The magnetic moment of a defect is the number of spin-up electrons less the number of spin-down electrons in the cell that holds it, in Bohr magnetons (μB). Here it comes from density functional calculations in which one atom was replaced or added in a repeated block of WS2, and the atoms were then relaxed. The table prints it as the defect moment. Beside it stands the formation energy, the cost of making the defect when atoms are taken from and returned to the pure elements.

Neutral point defects in WS2 (P6_3/mmc), each in a supercell of 42 host atoms, relaxed at fixed cell with Ansatz 0.2.0 (PBE, scalar-relativistic plane-wave PAW, 420 eV cutoff, 2×2×2 k mesh, 0.01 eV Gaussian smearing). Formation energies refer to the elements' standard states, and distances are those before relaxation. The Se and S substitutions were computed without spin polarisation.

| defect kind | removed element | added element | defect place (fraction of the host cell vector) | formation energy (eV) | defect moment (μB) | nearest distance before (Å) |
| --- | --- | --- | --- | --- | --- | --- |
| interstitial | none | N | (0, 0, 0) | 6.111 | 1.00 | 2.828 |
| substitution | S | Se | (0.3333, 0.6667, 0.6444) | 0.412 | 0.00 | 2.420 |
| substitution | W | S | (0.3333, 0.6667, 0.25) | 6.928 | 0.00 | 2.420 |
| substitution | W | Mn | (0.3333, 0.6667, 0.25) | 1.805 | 1.00 | 2.420 |
| substitution | W | Cu | (0.3333, 0.6667, 0.25) | 5.658 | 1.50 | 2.420 |

**What the electron count fixes**

Start with the limiting case of a single neutral defect far from any other, in a host with an energy gap. Perfect WS2 has its electrons in pairs, so its moment is zero. The defect adds $n$ electrons to this paired stock, where $n$ is the number of outer electrons of the atom put in, less that of the atom taken out. For an added atom, the second number is zero.

Let $N$ be the total number of electrons and $N_\downarrow$ the number with spin down. The moment in μB is then

$$M = (N - N_\downarrow) - N_\downarrow = N - 2N_\downarrow .$$

Since $2N_\downarrow$ is even, $M$ is odd when $N$ is odd and even when $N$ is even. The host contributes an even number, so the parity of $n$ decides. An odd $n$ forces at least one unpaired electron, while an even $n$ allows a moment of zero.

Parity still leaves a choice between 1 and 3, or between 0 and 2. Two effects compete for it. Exchange favours parallel spins, but parallel electrons must occupy different levels, and the higher level costs energy. When the levels lie far apart, pairing wins and the moment is the smallest that parity allows; when they nearly coincide, the moment is the largest, as Hund's rule says for a free atom.

The rule of thumb takes the first limit: **an odd $n$ gives 1 μB and an even $n$ gives 0**. It has no adjustable constant. Its first half, the parity, is exact for the spin moment of the isolated defect as long as spin-orbit coupling is left out, and its second half, the smallest value, is an assumption about level spacing.

A small molecule obeys the same arithmetic. Nitric oxide has an odd number of electrons and therefore an unpaired one, whatever the details of its bonding. Oxygen marks the bound of the rule: its count is even, yet two electrons sit in levels of equal energy and stay parallel. The analogy also ends where defects stand close enough to share electrons, since a molecule in a dilute gas has no such neighbours.

**Manganese on a tungsten site**

Manganese has seven outer electrons and tungsten has six, so $n = 7 - 6 = 1$. This is odd, and the estimate is 1 μB. The calculation gives 1.00 μB.

The bonding suggests why the smallest value is a sensible choice here. Each metal atom in WS2 has six sulfur neighbours at the corners of a triangular prism, which split its d levels. In the usual ionic count tungsten keeps two d electrons, and they fill the lowest level as a pair. Manganese in the same place has one more, which enters the next level alone; in a trigonal prism that level is a pair of equal energy. The calculated 3d populations agree with this picture: spin up exceeds spin down by about 1.2 electrons on manganese, and a little opposite spin elsewhere brings the total back to one.

The whole number is less secure than it looks. In this cell the highest filled and lowest empty bands just touch, as expected when one electron has two equal levels to occupy, so a finer mesh or spin-orbit coupling could alter the occupation. No result for a state of larger spin is listed for comparison either, and the relaxation kept the symmetry of the site, so a distortion that separates the levels remains untested.

**Copper on a tungsten site**

Copper has eleven outer electrons, ten of them in the d shell, so $n = 11 - 6 = 5$. The estimate is again 1 μB. Whether the d shell is counted as outer or inner doesn't matter, because ten is even: with a single outer electron, $n = 1 - 6 = -5$, which is also odd. The calculation gives 1.50 μB, so the rule falls short by a third of the computed value.

The nitrogen interstitial helps to locate the trouble. It also adds five electrons, and its cell holds exactly as many electrons as the copper cell, yet its moment is 1.00 μB. The difference that matters for the count lies in the bands. The nitrogen cell keeps a gap of 0.30 eV between filled and empty states, whereas in the copper cell these bands overlap by 0.29 eV.

Overlap removes the assumption on which the whole number rests. The calculation describes a regular array of defects, and electrons in an array form bands whose energies vary with the wave vector, or k point. If bands of opposite spin overlap, an electron can be spin up at one k point and spin down at another. The moment per cell is then an average over k points and may be a fraction.

The size of the fraction is compatible with this reading, though it doesn't prove it. Turning over one spin at one of the eight k points changes the average by $2/8 = 0.25$ μB, and copper lies two such steps above the estimate. As an illustration, six k points with a moment of 1 and two with a moment of 3 would average to 1.50. The actual filling is less tidy, because some levels in this cell are only partly occupied. The computed value therefore belongs to this array and this mesh; an isolated neutral copper defect would have to choose an odd whole number.

**How far the rule can be trusted**

Three of the calculations let the spins differ, and only these test the estimate. The rule matches the states found for nitrogen and manganese and is 0.5 μB too low for copper. The opposite limit, in which Hund's rule sets the largest spin, would give 3 μB for each of the three and miss by 1.5 to 2 μB. (This counts three p electrons on nitrogen and, in the ionic picture, three d electrons on manganese and seven on copper.) Low spin is thus much the better description of the states that were found, though that doesn't make them the lowest states.

Nitrogen is where this reservation bites hardest. The atom sits between the layers, 2.83 Å from its nearest neighbours before relaxation, in a space that this functional makes too wide because it lacks dispersion forces. It is close to the limit of a free atom, for which Hund's rule gives 3 μB. The calculation also held it at a centre of symmetry, so it could not move aside to bond with sulfur. Its moment of 1 μB has the parity that the electron count imposes on any cell with a gap, so only the choice of 1 over 3 is a result. Nor does it look like one unpaired electron beside a pair. The symmetry of the site keeps two of nitrogen's three p levels equal in energy, and a single electron in those two would leave no gap. The gap, together with the 0.53 μB of opposite spin in the cell, points instead to one electron in each p level, two up and one down. Hund's rule disfavours that arrangement, so a state with three parallel spins probably lies lower, and a bonded position may do so too. The agreement for nitrogen is therefore no evidence that its electrons pair.

The two even cases agree with the rule by construction, since they were calculated without spin. For selenium on a sulfur site the zero is safe: the two elements have the same number of outer electrons, and the gap stays almost as wide as in the perfect crystal. Sulfur on a tungsten site also has $n = 0$, but this equality of numbers hides a large change in bonding, with a non-metal in the place of a metal. Its gap is only 0.43 eV, and a moment of 2 μB remains an untested possibility.

For a neighbouring case, the periodic table gives the parity at once. A substitute one column away from the atom it replaces leaves an odd electron, and one two columns away restores an even count. Removing or adding one electron, as happens when the defect becomes charged, reverses the parity. The smallest value needs more care. Iron on a tungsten site has $n = 2$, so the rule gives 0, but its two extra electrons would enter the pair of equal levels described for manganese. There they should stay parallel, as in oxygen, and 2 μB is the better guess. Before trusting the number, ask whether the defect levels are well separated and whether the defects are far enough apart to keep their electrons to themselves.

The moment is no guide to how readily a defect forms. In the table, manganese on tungsten and interstitial nitrogen both have 1 μB, but their formation energies are 1.8 and 6.1 eV. Much of the cost for nitrogen is paid before it enters the crystal, because splitting the N2 molecule takes roughly 5 eV per atom; the rest would shrink if a state of larger spin does lie lower. For someone who controls impurities in a process, the count tells which neutral defects must carry an unpaired spin, and hence which could be sought by spin resonance; how many are present depends on the energy and on the growth conditions.

The output below compares the smallest-moment rule and the largest-spin alternative with the three spin-polarised calculations.

Numerical output:

```
Counting rule against the calculation:
           row  extra_electrons  rule_muB  computed_muB  rule_less_computed  spin_allowed_in_run
  interstitial                5         1             1                   0                    1
  substitution                0         0             0                   0                    0
  substitution                0         0             0                   0                    0
  substitution                1         1             1                   0                    1
  substitution                5         1           1.5                -0.5                    1
State of each cell:
           row  electrons_in_cell  gap_eV_negative_is_overlap  opposed_spin_muB
  interstitial                369                      0.3031            0.5258
  substitution                374                       1.924                 0
  substitution                356                      0.4297                 0
  substitution                365                   -0.002086            0.3149
  substitution                369                     -0.2922           0.02664
Number of rows that really test the rule (spin-polarised runs): 3
Mean absolute miss of the smallest-moment rule on these rows, muB: 0.1667
Largest absolute miss of the smallest-moment rule on these rows, muB: 0.5
Mean absolute miss of the largest-spin rival on these rows, muB: 1.833
Smallest absolute miss of the largest-spin rival on these rows, muB: 1.5
Step of the moment for one spin turned over at one of eight k points, muB: 0.25
Excess of the Cu moment over the rule, in such steps: 2
Unpaired 3d electrons on Mn: 1.156
Spread of formation energy among the defects with predicted moment 1, eV: 4.306
```
